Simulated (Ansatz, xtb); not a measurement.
**Relative energy of two isomers of CH2FOSi−**

Structure a: `C=[Si]([O-])F`, a singlet. Structure b: `F[Si-]1CO1`, a singlet. Both are isolated ions in the gas phase, relaxed with B3LYP-D3(BJ)/def2-SVPD.

**Question.** Estimate which is lower in electronic energy at CCSD(T)/def2-SVPD + ΔMP2/def2-TZVPPD, and by roughly how much.

**Answer.** The CCSD(T)/def2-SVPD + ΔMP2/def2-TZVPPD calculation puts structure a lower, by 25.7 kcal/mol.

The same difference at several levels:

```
                               level                geometry  E(b) − E(a) (kcal/mol)  departure from the last row (kcal/mol)  job, with rough time for the two
                            GFN2-xTB                GFN2-xTB                     +44.0                                   +18.3              optimisation, 0.28 s
                           HF/STO-3G                GFN2-xTB                     −59.9                                   −85.6               single point, 0.2 s
                 r2SCAN-D4/def2-SVPD                GFN2-xTB                     +20.0                                    −5.6                 single point, 3 s
              B3LYP-D3(BJ)/def2-SVPD  B3LYP-D3(BJ)/def2-SVPD                     +20.0                                    −5.7                optimisation, 28 s
                        HF/def2-SVPD  B3LYP-D3(BJ)/def2-SVPD                     +22.6                                    −3.1           part of the CCSD(T) run
                       MP2/def2-SVPD  B3LYP-D3(BJ)/def2-SVPD                     +25.9                                    +0.2           part of the CCSD(T) run
                   CCSD(T)/def2-SVPD  B3LYP-D3(BJ)/def2-SVPD                     +21.2                                    −4.5                      single point
CCSD(T)/def2-SVPD + ΔMP2/def2-TZVPPD  B3LYP-D3(BJ)/def2-SVPD                     +25.7                                                        single point, 22 s
```

As drawn, b has 1 C–Si, 1 C–O in place of 1 C=Si. Structure a has no ring, b a 3-membered ring.

HF/STO-3G puts the two in the other order. The largest departure from CCSD(T)/def2-SVPD + ΔMP2/def2-TZVPPD is that of HF/STO-3G, 85.6 kcal/mol. The last row adds to CCSD(T) the change of the MP2 difference between the two basis sets, here +4.5 kcal/mol, a large step that makes the value less sure.

With harmonic frequencies from B3LYP-D3(BJ)/def2-SVPD (ideal gas, rigid rotor, one conformer each, 298.15 K, 1 atm): the zero-point term adds +0.8 kcal/mol; ΔH is +26.3 and ΔG +26.7 kcal/mol.

The correlated steps freeze 8 core orbitals. Mirror images aren't counted in ΔG. Codes used: Ansatz 0.2.0, xtb 6.7.1; the last row on 2 threads of Arm Neoverse V1 on a shared host.

The open silaenolate-type anion lies well below the ring, and thermal terms leave that preference intact. Closing the ring exchanges a weak Si=C π bond for a C–O σ bond, which alone might be expected to favour b. The gain is probably outweighed by angle strain and by the move of charge from electronegative oxygen, with some delocalisation onto carbon, to a lone pair on electropositive silicon.

The reversed order in HF/STO-3G is a basis-set failure rather than a sign of missing correlation, since Hartree–Fock with def2-SVPD already favours a. A minimal basis describes anionic oxygen and polarised Si–O bonding poorly, and tends to favour small rings over unsaturated isomers. The near-match of MP2/def2-SVPD with the final value looks like a cancellation, because MP2 lies above CCSD(T) in the same basis while basis enlargement raises the gap. The ordering is thermodynamic only: without a ring-opening barrier, it doesn't say whether b could persist long enough to be observed.
